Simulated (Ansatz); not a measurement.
A series in volume per atom on Y

Results calculated with Ansatz 0.2.0, not measured. Periodic Kohn-Sham DFT of a crystal at fixed atoms; pressure and stress are positive in compression; the energy is the free energy less that of spherical unpolarised free atoms; site moments are those in the method's own spheres, positive along +z.

Cell of the first row (space group Fm-3m, No. 225):
```
CELL_PARAMETERS angstrom
0.00000 2.43430 2.43430
2.43430 0.00000 2.43430
2.43430 2.43430 0.00000
ATOMIC_POSITIONS crystal
Y 0.00000 0.00000 0.00000
```

Settings of every row: method frozen-core PAW; functional LDA; relativity scalar; k mesh 13x13x13; filling fermi-dirac; smearing width 0.05 eV; wave cutoff 420 eV; paw set soft_2.

Atom start moment: 0 on all atoms.

Limits: PAW files made with PBE.

```csv
row,volume per atom (Å³),pressure (GPa)
1,28.849,0.992
2,29.463,?
3,30.077,-0.905
4,30.384,-1.33
5,30.691,-1.736
6,30.998,-2.124
7,31.305,-2.496
8,31.919,-3.194
9,32.532,-3.834
```

Question: what pressure should row 2 give?

Worked fit of pressure. Take u = (V_r/V)^(2/3) − 1 with V_r = 30.845 Å³ an atom, which is twice the finite (Eulerian) strain; such expansions in the strain, on which the Birch-Murnaghan equation of state is built, carry the rest volume and the bulk modulus. The shown rows have u = 0.04561, 0.01695, 0.01009, 0.00334, -0.00329, -0.00982, -0.02256, -0.03488. Least squares give pressure = −1.9326 + 58.558 × u + 118.62 × u² + 74 × u³ GPa; a parabola predicts inner rows, each left out in turn, worse (root mean square 0.0012 against 0.00061 GPa). The rows lie off it by 0.000, 0.001, 0.000, 0.000, 0.000, 0.000, 0.000, 0.000. The pressure vanishes at u = 0.0310, or V = 29.46 Å³ an atom, and there the bulk modulus at fixed shape and fractions is B = −V dP/dV = (2/3)(1 + u) dP/du = 45.5 GPa. The withheld row has u = 0.03103, so the fit gives −1.9326 + 58.558 × (0.03103) + 118.62 × (0.03103)² + 74 × (0.03103)³ = 0.001 GPa.

The calculation gave 0.001 GPa. The fit meets it to the printed digit.
